**Q:** I have nine calculated band gaps for tetragonal HfO₂, from a squeezed cell to a stretched one. Is there a simple pattern, and does any row break it?

Tetragonal HfO₂ under hydrostatic strain from −4 to +4 %, calculated with Ansatz 0.2.0 using r2SCAN with spin–orbit coupling, PAW potentials, a 500 eV plane-wave cutoff, an 8×8×6 k mesh and fixed occupations. The atomic positions were relaxed with r2SCAN in each cell. Gaps are the smallest found on the mesh and at k points off it.

| volume (Å³/atom) | c/a | shortest distance (Å) | band gap (eV) | least direct gap (eV) |
| --- | --- | --- | --- | --- |
| 9.813 | 1.4545 | 2.038 | 5.031 | 5.338 |
| 10.123 | 1.4545 | 2.042 | 5.099 | 5.346 |
| 10.440 | 1.4545 | 2.047 | 5.163 | 5.345 |
| 10.762 | 1.4545 | 2.053 | 5.228 | 5.342 |
| 11.092 | 1.4545 | 2.059 | 5.267 | 5.333 |
| 11.428 | 1.4544 | 2.065 | 5.214 | 5.306 |
| 11.771 | 1.4545 | 2.072 | 5.107 | 5.242 |
| 12.120 | 1.4545 | 2.078 | 4.998 | 5.163 |
| 12.477 | 1.4545 | 2.084 | 4.888 | 5.078 |

**A:** The pattern is easiest to see in linear strain, the percentage by which every cell edge differs from its length in the row at 11.092 Å³/atom. Up to −1 % the gap rises by about 0.07 eV per percent, and from +1 % onward it falls by about 0.11 eV per percent. Each side is nearly straight, so the first break is the sudden reversal of slope. The second is the unstrained row itself: it has the largest gap of all, yet that gap is too small for either line.

**Q:** How can the largest value be too small?

**A:** I fitted one straight line to the four compressed cells and another to the four expanded ones. Extended to zero strain, they give 5.294 and 5.324 eV, while the calculation gives 5.267 eV. The row was in neither fit, and it lies 27 meV below the nearer line. A smooth cubic through all nine rows does no better: it misses this row by 37 meV and weaves around the others. The printed output after this exchange has the details.

**Q:** What makes a gap turn so sharply?

**A:** A change in which electrons sit highest. The gap runs from the top of the filled bands to the bottom of the empty ones, and the two need not share a wavevector. The empty minimum is at Γ, where the wave has the same phase in every cell, wherever the calculation reports its place. The filled maximum moves: under compression it is at A, where the phase reverses from cell to cell along all three edges, and in the two largest cells it is near (¼,¼,0). In three rows its place is not reported, and I assign them because they fall on the lines. In the two expanded ones among them the maximum also lies off the k mesh, which rules out A and Z, since both are mesh points.

Each filled level has its own distance to the empty minimum, and while the same two levels are involved, that distance changes almost linearly over a small range of strain. The gap is the smallest of these distances. Far on the compressed side only A matters, and far on the expanded side only the other maximum. In between, the gap must switch lines, and a switch to a smaller distance can only bend the curve downward.

**Q:** Where should the switch come?

**A:** Where the lines meet. With s as the strain in percent, 5.294 + 0.0655 s = 5.324 − 0.1087 s, so s = 0.030/0.1742 ≈ 0.17 and the gap there would be about 5.31 eV. This is an estimate, because it takes the expanded line to stay straight down to the crossing. With only two competing levels, the peak would thus lie close to zero strain. In the calculation, however, the filled maximum of the unstrained cell is at a third place, Z, where the phase reverses along c only. That level lies slightly above the other two and cuts off the peak. Z is on top in this one row, so its slope can only be bounded: its distance to the empty minimum can shrink by at most 39 meV toward −1 % and 53 meV toward +1 %, or Z would set the gap there too.

**Q:** Why do these levels respond so differently to the same strain?

**A:** Compare the cells at −3 % and +3 %, where the smallest direct gap is at Γ. At −3 % the gap has dropped by 168 meV although the direct gap has hardly changed, so the loss comes from A rising relative to the filled level at Γ. At +3 % the gap has dropped by 269 meV, and 170 meV of that is in the direct gap too.

Chemistry suggests why. The filled states are mainly oxygen 2p orbitals, combined with different signs at different wavevectors. Squeezing oxygens together raises the most antibonding combinations, probably those at A. Stretching weakens both the Hf–O interaction and the difference in electrostatic potential that hold filled and empty levels apart.

That alone would also widen the direct gap under compression, yet it stays nearly flat there. The band edges in the raw outputs, not listed here, give a clue. Their zero of energy shifts with volume, so the falls themselves mean little, but an irregular step among them does. With each percent of stretching the empty minimum falls by less than before, with one exception: it falls by 0.637 eV from 0 to +1 %, but by 0.644 eV from +1 to +2 %. Probably a second empty level at Γ, one that falls faster, has become the lowest. That would help to explain why the direct gap shrinks on stretching but hardly changes under compression, and it would add to the bend made by the filled levels. The orbitals were not analysed, so this part is argument.

**Q:** Could the crystal structure itself jump at the turn?

**A:** The distances show no jump. Each oxygen is displaced along c from the midpoint between hafnium layers, and this shift grows in nearly even steps from 0.15 to 0.41 Å across the series. A smooth change of structure thus gives a kinked gap. The growing shift may help to choose the maximum near (¼,¼,0), but that is a guess, because volume and shift change together here.

**Q:** I deposit HfO₂ as a gate dielectric. Does the kink matter to me?

**A:** Only if your film is tetragonal: that is a high-temperature phase, the stable form at room temperature is monoclinic, and films can also be amorphous. For the tetragonal form these calculations warn against carrying a strain coefficient from one side through zero: here even its sign would be wrong. The effect is small, since one percent of strain either way lowers the gap by about 0.04 to 0.05 eV, or 1 % of its value. Leakage depends on how the band edges line up with the electrode and the channel, which these cells do not contain. A film clamped to a substrate also changes its c/a ratio, held fixed here, so its levels may cross at another strain. In any oxide with several filled maxima close in energy, look for such a crossing before trusting one slope.

The analysis program printed:

```
fit of band_gap on 9 rows: constant 5.23 +/- 0.014, coefficient of x -0.0123 +/- 0.0096, coefficient of x**2 -0.01797 +/- 0.0016, coefficient of x**3 -0.0003712 +/- 0.00075; rms 0.0212, worst 11.092 -0.0367, leave-one-out rms 0.0628
fit of band_gap on 4 rows (x < 0): constant 5.294 +/- 0.0016, coefficient of x 0.0655 +/- 0.00059; rms 0.000935, worst 10.123 -0.0015, leave-one-out rms 0.00215
  rows outside the fit (model, value, miss): 11.092 5.294, 5.267, 0.027; 11.428 5.359, 5.214, 0.145; 11.771 5.425, 5.107, 0.318; 12.12 5.491, 4.998, 0.493; 12.477 5.556, 4.888, 0.668
fit of band_gap on 4 rows (x > 0): constant 5.324 +/- 0.0013, coefficient of x -0.1087 +/- 0.00048; rms 0.000758, worst 11.771 -0.0009, leave-one-out rms 0.00193
  rows outside the fit (model, value, miss): 9.813 5.758, 5.031, 0.727; 10.123 5.65, 5.099, 0.551; 10.44 5.541, 5.163, 0.378; 10.762 5.432, 5.228, 0.204; 11.092 5.324, 5.267, 0.0565
Gap, models and structure:
     row  strain_percent  gap_change_meV  direct_change_meV  direct_less_gap_meV  gap_less_cubic_meV  gap_less_lower_line_meV  O_shift_A  long_HfO_A
   9.813              -4            -236                  5                  307               15.18                       -1     0.1503       2.215
  10.123              -3            -168                 13                  247              -16.56                      1.5     0.1842       2.258
   10.44              -2            -104                 12                  182              -23.05                4.441e-12     0.2169       2.301
  10.762              -1             -39                  9                  114               2.948                     -0.5     0.2481       2.344
  11.092               0               0                  0                   66               36.65                      -27     0.2801       2.387
  11.428               1             -53                -27                   92                14.3                     -0.8     0.3127        2.43
  11.771               2            -160                -91                  135               -23.9                      0.9     0.3439       2.473
   12.12               3            -269               -170                  165               -23.7                      0.6     0.3777       2.518
  12.477               4            -379               -255                  190               18.12                     -0.7     0.4124       2.564
Strain at which the two lines cross, percent: 0.1693
Gap at which the two lines cross, eV: 5.305
Difference of the two slopes, eV per percent of strain: 0.1742
Unstrained gap less the line of the compressed cells, meV: -27
Unstrained gap less the line of the expanded cells, meV: -56.5
Largest miss of the lower line without the unstrained row, meV: 1.5
Largest miss of the cubic, all rows, meV: 36.65
```
